Dear colleague,

Multiplying the $2p$ two-electron-satellite shift by $4/3$ does not give the donor ionisation energy in GaAs. I set that calculation down first, marked as wrong, because it can move a residual donor onto its neighbour's entry in a table.

\textbf{Positions.} Energies are counted from the conduction-band edge, at zero magnetic field. When a donor-bound exciton in state $i$ recombines, the remaining electron is left in $1s$ (principal line) or in an excited level $nl$ (satellite). Energy conservation gives $\hbar\omega_{nl}=E_i-E(nl)$, so for one and the same initial state
\begin{equation}
S_{nl}=\hbar\omega_{1s}-\hbar\omega_{nl}=E(nl)-E(1s),\qquad E_D=-E(1s).
\label{shift}
\end{equation}
The effective-mass scales are
\begin{equation}
\mathrm{Ry}^*=\frac{m^*e^4}{2(4\pi\varepsilon_0\varepsilon)^2\hbar^2},\qquad a^*=\frac{4\pi\varepsilon_0\varepsilon\hbar^2}{m^*e^2}.
\end{equation}
With the compiled values $m^*=0.067\,m_e$ (0 K, Vurgaftman 2001) and $\varepsilon=12.87$ (300 K, Rakita 2019), $\mathrm{Ry}^*=8.82\times10^{-22}$ J $=5.50$ meV and $a^*=10.2$ nm. For two donors A and B I assume $S_{2p}=4.41$ and $4.56$ meV. These are illustrative inputs, chosen to be of the size typical for shallow donors in GaAs, so every number built on them is the model's.

\textbf{The wrong attempt.} It runs in three lines.
\begin{equation}
\mbox{(a) } E(2p)=-\frac{\mathrm{Ry}^*}{4},\qquad
\mbox{(b) } E(1s)=-E_D=-\mathrm{Ry}^*,\qquad
\mbox{(c) } E_D=\frac{4}{3}S_{2p}\quad\mbox{(wrong)}.
\label{wrong}
\end{equation}
Line (c) follows from (a), (b) and Eq.~(\ref{shift}), which give $S_{2p}=3E_D/4$. The wrong answers are $E_D=5.88$ meV for A and $6.08$ meV for B, a spacing of $0.20$ meV. The rule is tempting because it seems to need no material parameter.

\textbf{The symptom.} Subtract the shift from the answer. Rule (c) assigns the $2p$ level a binding $E_D-S_{2p}=S_{2p}/3$, which is $1.47$ meV for A and $1.52$ meV for B. The $2p$ level would then carry a quarter of the chemical difference that the same rule gives to $1s$. A $p$ envelope cannot do that. The probabilities inside a core of radius $r_c\ll a^*$ are $(4/3)(r_c/a^*)^3$ for $1s$ and $(r_c/a^*)^5/120$ for $2p$, so
\begin{equation}
\frac{P_{2p}}{P_{1s}}=\frac{1}{160}\left(\frac{r_c}{a^*}\right)^2 ,
\end{equation}
which is $4\times10^{-6}$ for an assumed $r_c=0.25$ nm, about a bond length. The mere fact that A and B have different $2p$ shifts refutes the rule: a strictly hydrogenic series would put every donor at $3\mathrm{Ry}^*/4=4.13$ meV and leave nothing to identify.

\textbf{The faulty line} is (b). The $1s$ level is not at $-\mathrm{Ry}^*$. Write
\begin{equation}
E_D=\mathrm{Ry}^*+\delta,\qquad S_{np}=\mathrm{Ry}^*\left(1-\frac{1}{n^2}\right)+\delta ,
\label{delta}
\end{equation}
where $\delta$ collects everything that deepens $1s$ and leaves $np$ alone. The factor $4/3$ restores $\mathrm{Ry}^*$ from $3\mathrm{Ry}^*/4$, but it also multiplies $\delta$, which is already present in full. This yields a second symptom if you resolve $3p$: the analogous rule $(9/8)S_{3p}$ gives $\mathrm{Ry}^*+9\delta/8$, rule (c) gives $\mathrm{Ry}^*+4\delta/3$, and the two limits for one donor disagree by $5\delta/24$.

\textbf{The mended calculation.} Keep line (a) and Eq.~(\ref{shift}) only:
\begin{equation}
E_D=S_{2p}+\frac{\mathrm{Ry}^*}{4}.
\label{right}
\end{equation}
With $\mathrm{Ry}^*/4=1.38$ meV the model gives $E_D=5.79$ meV for A and $5.94$ meV for B, a spacing of $0.15$ meV, equal to the spacing of the shifts. The corrections are $\delta=0.28$ and $0.43$ meV, and the disagreement $5\delta/24$ would be $0.06$ and $0.09$ meV.

Not all of $\delta$ is chemical. In a two-band estimate the band energy obeys $E(1+E/E_g)=T$ with $T=\hbar^2k^2/2m^*$, so $E\approx T-T^2/E_g$. From $T\psi=(E-V)\psi$ one finds $\langle T^2\rangle=5$, $13/16$ and $7/48$ in units of $\mathrm{Ry}^{*2}$ for $1s$, $2s$ and $2p$. With $E_g=1.519$ eV (0 K, Vurgaftman 2001) these levels deepen by $0.10$, $0.016$ and $0.003$ meV. The $1s$ term rivals the central-cell part, which for B is then $\Delta=0.33$ meV. Equation~(\ref{right}) counts both parts correctly, since it never asks what $\delta$ is made of, and it omits only the small $2p$ term.

\textbf{Size of the error.} From Eqs.~(\ref{wrong}) to (\ref{right}),
\begin{equation}
\frac{4}{3}S_{2p}-E_D=\frac{S_{2p}}{3}-\frac{\mathrm{Ry}^*}{4}=\frac{\delta}{3}.
\end{equation}
This is $0.09$ meV (1.6\%) for A and $0.14$ meV (2.4\%) for B. Small as a fraction, it is comparable with the spacing of the donors: the wrong value for A lies nearer to the mended value of B than to its own.

The absolute size hangs on $\mathrm{Ry}^*$, and I would not trust the last digit. The dielectric constant is a room-temperature value and typically falls by a few per cent on cooling. If it is 2\% lower, $\mathrm{Ry}^*/4$ becomes $1.43$ meV, the mended energies become $5.84$ and $5.99$ meV, the errors shrink to $0.04$ and $0.09$ meV, and A is no longer taken for B. There is also the polaron mass factor $1+\alpha/6$, with
\begin{equation}
\alpha=\sqrt{\frac{m^*\,\mathrm{Ry}}{m_e\,\hbar\omega_{LO}}}\left(\frac{1}{\varepsilon_\infty}-\frac{1}{\varepsilon}\right),
\end{equation}
where $\mathrm{Ry}$ is the vacuum Rydberg energy. The compiled $\varepsilon_\infty=10.88$ (Skelton 2020) and LO wavenumber $293$ cm$^{-1}$ (Han 2011), that is $8.78$ THz or $36.3$ meV, give $\alpha=0.071$. Whether $m^*$ already contains this factor matters by $0.016$ meV in $\mathrm{Ry}^*/4$. One statement survives all of this: rule (c) inflates every difference between two donors by exactly one third. If you have the $3p$ line, $S_{3p}-S_{2p}=5\mathrm{Ry}^*/36$ removes the inputs altogether,
\begin{equation}
E_D=S_{2p}+\frac{9}{5}\left(S_{3p}-S_{2p}\right),
\end{equation}
at the price of multiplying the uncertainty of that small separation by $9/5$.

\textbf{Intensities, and which line you hold.} In the sudden approximation the complex is a product of orbitals, and the spectator electron is projected from its orbital onto the donor states. Take lengths in $a^*$ and the normalised radial functions $R_s=2s^{3/2}e^{-sr}$, $R_{1s}=2e^{-r}$ and $R_{2s}=(1-r/2)e^{-r/2}/\sqrt2$, with $s<1$ because the second electron screens the donor charge. Using $\int_0^\infty r^ke^{-pr}dr=k!/p^{k+1}$,
\begin{equation}
\langle 1s|s\rangle=\frac{8s^{3/2}}{(1+s)^3},\qquad
\langle 2s|s\rangle=\sqrt2\,s^{3/2}\,\frac{2p-3}{p^4},\quad p=s+\frac12 .
\end{equation}
Since $2p-3=2(s-1)$ and $p^4=(2s+1)^4/16$, the weights are
\begin{equation}
W_{1s}=\frac{64s^3}{(1+s)^6},\qquad W_{2s}=\frac{2048\,s^3(s-1)^2}{(2s+1)^8}.
\end{equation}
At $s=1$ the satellite vanishes by orthogonality. For an illustrative $s=0.7$ the model gives $W_{1s}=0.909$ and $W_{2s}=0.057$, a ratio of $0.063$, with $0.033$ left for higher $ns$ states and the continuum. For $s=0.8$ it gives $0.963$, $0.020$ and a ratio of $0.021$. The photon energies differ by about $S_{2p}/E_g=0.3$\%, so the ratio of weights is the ratio of emitted intensities, though reabsorption of the principal line can raise the one you record.

A spherical spectator orbital has no overlap with $2p$, so this model gives $W_{2p}=0$. A $2p$ satellite needs something more: an excited state of the complex with odd envelope parity, a field, or angular correlation acting together with the finite photon wavevector $q$. The last is not remote, since $qa^*\approx\sqrt{\varepsilon_\infty}E_ga^*/\hbar c=0.26$. Two cautions follow. If the $2p$ line starts from a state at energy $\eta$ above the ground state of the complex and you count from the ground-state principal line, you read $S_{2p}-\eta$ and must add $\eta$ back. And the strongest satellite may be $2s$, which does feel the core. To first order in a contact potential its shift scales with $|\psi_{ns}(0)|^2\propto n^{-3}$, so $2s$ lies below $2p$ by $\Delta/8$ plus $0.013$ meV from the band curvature above, $0.05$ meV in all for B. Feeding a $2s$ shift into Eq.~(\ref{right}) lowers $E_D$ by that amount. For identification the safest quantity is $S_{2p}$ itself, which is the same level difference that far-infrared $1s\to2p$ spectroscopy probes and can be compared with it directly, with no Rydberg entering.